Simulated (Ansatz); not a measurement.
**Loss of NH3: GeH(NH2)3 → Ge(NH2)2 + NH3**

Species: GeH(NH2)3, singlet; Ge(NH2)2, singlet; NH3 (ammonia) `N`, singlet. 

Shapes, held fixed at every level: PBE0-D4/def2-TZVP. Flexible molecules stand in one conformer, not always the lowest. Programs: Ansatz 0.2.0. The zero-point and thermal change to 298 K, harmonic and unscaled (PBE0-D4/def2-TZVP), is +2.5 kJ/mol.

```csv
level,kind,ΔH(298 K) (kJ/mol),less CCSD(T)/def2-TZVPP
HF/def2-SVP,Hartree–Fock,+56.7,-10.3
HF/def2-TZVPP,Hartree–Fock,+54.8,-12.2
r2SCAN-D4/def2-TZVPP,meta-GGA,+55.3,-11.7
B3LYP-D4/def2-TZVPP,global hybrid,+33.6,-33.4
PBE0-D4/def2-TZVPP,global hybrid,+55.9,-11.1
B2PLYP/def2-TZVPP,double hybrid,+43.0,-24.0
CCSD/def2-TZVPP,coupled cluster or CI,+66.3,-0.7
CCSD(T)/def2-TZVPP,coupled cluster or CI,+67.0,0.0
```

The highest level, CCSD(T)/def2-TZVPP, gives ΔH(298 K) = +67.0 kJ/mol; the levels span +33.6 to +67.0. The column of differences is taken from that level and isn't an error. No measured value is set beside it here. Relativity is left out for Ge unless named. Correlated rows may include outer-core shells of Ge, which these sets cover unevenly.

Loss of ammonia from GeH(NH2)3 is endothermic at every level, with CCSD(T) placing the cost at +67.0 kJ/mol. The reaction is an α-elimination that takes germanium from Ge(IV) to Ge(II): a Ge–H and a Ge–N bond are given up, and only one N–H bond is formed in return. The cost stays moderate because that new bond is strong and because the germylene is a favourable leaving fragment. Its lone pair has largely 4s character, and the amido nitrogens donate π density into the formally empty 4p orbital.

CCSD and CCSD(T) nearly coincide, so connected triples matter little and there is no sign of strong multireference character. Hartree–Fock, r2SCAN and PBE0 cluster lower, while B3LYP and B2PLYP fall well below them, probably because their shared B88 and LYP components underbind the tetravalent germane. Since one molecule becomes two, entropy favours elimination on heating, but the reaction enthalpy alone says nothing about the barrier to hydrogen transfer from germanium to nitrogen.
